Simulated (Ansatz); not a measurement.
A series in volume per atom on Te2Pb

Plane-wave density functional theory, PAW datasets, Gaussian smearing 0.05 eV: one cell in which all forces lie under 0.002 eV/angstrom; stress (xx yy zz yz xz xy) and pressure positive in compression; site moments are of spin alone; formation energy from the elements run alike, uncorrected. The results are calculated, by Ansatz 0.2.0.

Cell of the first row (space group Fm-3m, No. 225):
```
Te2Pb
1.0
      0.0000     3.5060     3.5060
      3.5060     0.0000     3.5060
      3.5060     3.5060     0.0000
Pb Te
1 2
Direct
  0.00000 0.00000 0.00000
  0.25000 0.25000 0.25000
  0.75000 0.75000 0.75000
```

Settings of every row: paw set soft_2; functional PBEsol; spin treatment none; moment partition spheres; spin axis none; wave cutoff 420 eV; k mesh 8x8x8; SCF start atoms; lower state search light; symmetry use detected.

Atom first moment, atom hubbard u: 0 on all atoms.

Limits: formation energy without spin-orbit coupling on heavy elements; the cell comes from a prototype or a list of computed structures and needn't be the stable phase.

```csv
row,volume per atom (Å³),energy above relaxed cell (meV per atom),pressure (GPa),formation energy (eV per atom)
1,28.731,177.28,11.58,0.2936
2,30.949,?,?,?
3,33.276,6.63,1.71,0.123
4,33.97,1.36,0.76,0.1177
5,34.663,0,-0.08,0.1164
6,35.356,2.09,-0.82,0.1185
7,36.049,7.17,-1.47,0.1235
```

Question: what energy above relaxed cell and pressure should row 2 give?

Worked fit of energy above relaxed cell. Take u = (V_r/V)^(2/3) − 1 with V_r = 34.316 Å³ an atom, which is twice the finite (Eulerian) strain; such expansions in the strain, on which the Birch-Murnaghan equation of state is built, carry the rest volume and the bulk modulus. The shown rows have u = 0.12572, 0.02073, 0.00678, -0.00668, -0.01971, -0.03231. Least squares give energy above relaxed cell = 0.239 + 100.841 × u + 9899 × u² + 3978.1 × u³ meV per atom; a parabola predicts inner rows, each left out in turn, worse (root mean square 0.24 against 0.047 meV per atom). The rows lie off it by 0.00, 0.01, -0.02, -0.01, 0.02, -0.01. Its lowest point lies at u = -0.0051, or V = 34.58 Å³ an atom, and the curvature there gives the bulk modulus at fixed shape and fractions, B = (4/9)(1 + u)² E″(u)/V = 40.1 GPa. The withheld row has u = 0.07127, so the fit gives 0.239 + 100.841 × (0.07127) + 9899 × (0.07127)² + 3978.1 × (0.07127)³ = 59.15 meV per atom.

The calculation gave 59.42 meV per atom. The fit lies 0.27 meV per atom (0.15 % of the column's range) below it; its largest miss of a shown row is 0.02 meV per atom.

Worked fit of pressure. Take u = (V_r/V)^(2/3) − 1 with V_r = 34.316 Å³ an atom, which is twice the finite (Eulerian) strain; such expansions in the strain, on which the Birch-Murnaghan equation of state is built, carry the rest volume and the bulk modulus. The shown rows have u = 0.12572, 0.02073, 0.00678, -0.00668, -0.01971, -0.03231. Least squares give pressure = 0.327 + 62.334 × u + 209.26 × u² + 54.5 × u³ GPa; a parabola predicts inner rows, each left out in turn, worse (root mean square 0.0035 against 0.00055 GPa). All shown rows lie on it to the printed digit. The pressure vanishes at u = -0.0053, or V = 34.59 Å³ an atom, and there the bulk modulus at fixed shape and fractions is B = −V dP/dV = (2/3)(1 + u) dP/du = 39.9 GPa. The withheld row has u = 0.07127, so the fit gives 0.327 + 62.334 × (0.07127) + 209.26 × (0.07127)² + 54.5 × (0.07127)³ = 5.85 GPa.

The calculation gave 5.83 GPa. The fit lies 0.02 GPa (0.15 % of the column's range) above it; its largest miss of a shown row is 0.00 GPa.

The other values of row 2: formation energy 0.1758 eV per atom.
